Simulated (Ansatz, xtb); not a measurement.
# Redistribution: C2H3ClF2 + CH2F2 → C2H3F3 + CH2ClF

Species: C2H3ClF2 `FCC(F)Cl`, singlet; CH2F2 (difluoromethane) `FCF`, singlet; C2H3F3 (1,1,2-trifluoroethane) `FCC(F)F`, singlet; CH2ClF (chlorofluoromethane) `FCCl`, singlet. The partners trade Cl for F; both sit on C, so the bond types are kept.

Shapes, held fixed at every level: PBE0-D4/def2-TZVP. Flexible molecules stand in one conformer, not always the lowest. Programs: Ansatz 0.2.0, xtb 6.7.1. The zero-point and thermal change to 298 K, harmonic and unscaled (PBE0-D4/def2-TZVP), is -0.4 kJ/mol.

Q: Estimate ΔH(298 K) of this reaction.

A: The highest level, CCSD(T)/CBS estimate, gives ΔH(298 K) = +0.4 kJ/mol; the levels span -1.4 to +2.4. That is about zero within the method's error. They disagree on the sign: 3 of 9 are positive. The column of differences is taken from that level and isn't an error. No measured value is set beside it here. The CBS estimate extrapolates MP2 from def2-TZVPP and def2-QZVPP and adds CCSD(T) − MP2 in the triple-zeta set, cores frozen.

```tsv
level	kind	ΔH(298 K) (kJ/mol)	less CCSD(T)/CBS estimate
GFN1-xTB	semi-empirical	+2.1	+1.7
SPW92/def2-TZVPP	LDA	0.0	-0.4
r2SCAN0-D4/def2-TZVPP	global hybrid	-1.2	-1.6
wB97M-V/def2-TZVPP	range-separated hybrid	-1.2	-1.6
wB97X-V/def2-TZVPP	range-separated hybrid	-1.4	-1.8
MP2/def2-SVP	perturbation theory	+2.4	+2.0
CCSD/def2-SVP	coupled cluster or CI	0.0	-0.4
CCSD/def2-TZVPP	coupled cluster or CI	-0.6	-1.0
CCSD(T)/CBS estimate	coupled cluster or CI	+0.4	0.0
```

The exchange is essentially thermoneutral, and the calculation supports no preference for either side. The reason lies in what is conserved: beyond the count of C–F and C–Cl bonds, each side has one carbon bearing two fluorines and one bearing fluorine and chlorine. The geminal stabilisation from fluorine lone-pair donation into the neighbouring C–F or C–Cl antibonding orbital therefore largely cancels. What remains is the difference between having a CH2F group or a hydrogen on the carbon where the halogen is exchanged, a second-order inductive and steric effect that is evidently small.

The same cancellation probably explains why even the LDA, which normally overbinds, gives 0.0 kJ/mol; that agreement is no sign that it describes the individual bond strengths well. In the def2-SVP basis, MP2 gives +2.4 and CCSD 0.0 kJ/mol, so the treatment of correlation alone shifts the result by more than the best estimate itself. Thermoneutrality does not imply easy exchange, since breaking the strong C–F bond may still impose a high barrier.
